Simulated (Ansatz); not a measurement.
# SiC: the change of energy above lowest point with volume scale

Results calculated with Ansatz 0.2.0, not measured. Free energy against uniform scaling of the volume at fixed shape and fractions; periodic cell, basis, potentials, k mesh and filling as listed.

The cell before it is scaled or strained (space group F-43m, No. 216):
```
CELL_PARAMETERS angstrom
0.00000 2.17900 2.17900
2.17900 0.00000 2.17900
2.17900 2.17900 0.00000
ATOMIC_POSITIONS crystal
Si 0.00000 0.00000 0.00000
C 0.25000 0.25000 0.25000
```

Settings of every row: functional PBE; dispersion none; potentials PAW; wave cutoff 420 eV; density cutoff 1680 eV; k mesh 8x8x8; k shift 0x0x0; occupations fixed; smearing width 0 eV; spin none.

| row | volume scale | V (Å³/atom) | energy above lowest point (meV/atom) |
| --- | --- | --- | --- |
| 1 | 0.94 | 9.725 | 43.1 |
| 2 | 0.96 | 9.932 | ? |
| 3 | 0.98 | 10.139 | 8.6 |
| 4 | 1 | 10.346 | 1.5 |
| 5 | 1.02 | 10.553 | 0 |
| 6 | 1.04 | 10.76 | 3.9 |
| 7 | 1.06 | 10.967 | 12.5 |

Question: what energy above lowest point should row 2 give?

Worked fit of energy above lowest point. Take u = (V_r/V)^(2/3) − 1 with V_r = 10.45 Å³ an atom, which is twice the finite (Eulerian) strain; such expansions in the strain, on which the Birch-Murnaghan equation of state is built, carry the rest volume and the bulk modulus. The shown rows have u = 0.0491, 0.02035, 0.00669, -0.00652, -0.0193, -0.03168. Least squares give energy above lowest point = 0.03 + 104.3 × u + 15735 × u² meV/atom; a straight line predicts inner rows, each left out in turn, worse (root mean square 11 against 0.079 meV/atom). The rows lie off it by 0.0, -0.1, 0.1, 0.0, 0.0, 0.0. Its lowest point lies at u = -0.0033, or V = 10.5 Å³ an atom, and the curvature there gives the bulk modulus at fixed shape and fractions, B = (4/9)(1 + u)² E″(u)/V = 212 GPa. The withheld row has u = 0.03447, so the fit gives 0.03 + 104.3 × (0.03447) + 15735 × (0.03447)² = 22.3 meV/atom.

The calculation gave 22.3 meV/atom. The fit meets it to the printed digit.
